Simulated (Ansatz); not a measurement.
A series in volume scale on BiPd

All results are calculated (Ansatz 0.2.0). Free energy against uniform scaling of the volume at fixed shape and fractions; periodic cell, basis, potentials, k mesh and filling as listed.

The cell before it is scaled or strained (space group P6_3/mmc, No. 194):
```
CELL_PARAMETERS angstrom
4.23000 0.00000 0.00000
-2.11500 3.66330 0.00000
0.00000 0.00000 5.69000
ATOMIC_POSITIONS crystal
Bi 0.33333 0.66667 0.25000
Bi 0.66667 0.33333 0.75000
Pd 0.00000 0.00000 0.00000
Pd 0.00000 0.00000 0.50000
```

Settings of every row: functional r2SCAN; dispersion none; accuracy medium; potentials PAW; wave cutoff 600 eV; density cutoff 2400 eV; k mesh 6x6x4; k shift 0x0x0; occupations fermi dirac; smearing width 0.15 eV; spin none; SCF threshold exponent -8.

Limits: coarse k mesh, up to 40 meV an atom off; stress loosely converged; no spin-orbit coupling, which can matter with elements this heavy.

```
row  volume scale  V (Å³/atom)  pressure (GPa)  energy above lowest point (meV/atom)
  1          0.94        20.72           11.19                                    62
  2          0.96       21.161               ?                                     ?
  3          0.98       21.602            5.43                                  16.9
  4             1       22.043            3.02                                   5.3
  5          1.02       22.484            0.87                                     0
  6          1.04       22.924           -1.03                                   0.3
  7          1.06       23.365           -2.73                                   5.5
```

Question: what pressure and energy above lowest point should row 2 give?

Worked fit of pressure. Take u = (V_r/V)^(2/3) − 1 with V_r = 22.264 Å³ an atom, which is twice the finite (Eulerian) strain; such expansions in the strain, on which the Birch-Murnaghan equation of state is built, carry the rest volume and the bulk modulus. The shown rows have u = 0.04908, 0.02033, 0.00667, -0.00653, -0.01929, -0.03167. Least squares give pressure = 1.912 + 162.37 × u + 516.9 × u² + 545 × u³ GPa; a parabola predicts inner rows, each left out in turn, worse (root mean square 0.011 against 0.0043 GPa). All shown rows lie on it to the printed digit. The pressure vanishes at u = -0.0122, or V = 22.68 Å³ an atom, and there the bulk modulus at fixed shape and fractions is B = −V dP/dV = (2/3)(1 + u) dP/du = 98.7 GPa. Letting shape and atoms relax would as a rule lower it, by much in layered, chain or molecular crystals. The withheld row has u = 0.03445, so the fit gives 1.912 + 162.37 × (0.03445) + 516.9 × (0.03445)² + 545 × (0.03445)³ = 8.14 GPa.

The calculation gave 8.14 GPa. The fit meets it to the printed digit.

Worked fit of energy above lowest point. Take u = (V_r/V)^(2/3) − 1 with V_r = 22.264 Å³ an atom, which is twice the finite (Eulerian) strain; such expansions in the strain, on which the Birch-Murnaghan equation of state is built, carry the rest volume and the bulk modulus. The shown rows have u = 0.04908, 0.02033, 0.00667, -0.00653, -0.01929, -0.03167. Least squares give energy above lowest point = 1.92 + 399 × u + 16427 × u² + 7854 × u³ meV/atom; a parabola predicts inner rows, each left out in turn, worse (root mean square 0.15 against 0.037 meV/atom). All shown rows lie on it to the printed digit. Its lowest point lies at u = -0.0123, or V = 22.68 Å³ an atom, and the curvature there gives the bulk modulus at fixed shape and fractions, B = (4/9)(1 + u)² E″(u)/V = 98.9 GPa. Letting shape and atoms relax would as a rule lower it, by much in layered, chain or molecular crystals. The withheld row has u = 0.03445, so the fit gives 1.92 + 399 × (0.03445) + 16427 × (0.03445)² + 7854 × (0.03445)³ = 35.5 meV/atom.

The calculation gave 35.5 meV/atom. The fit meets it to the printed digit.
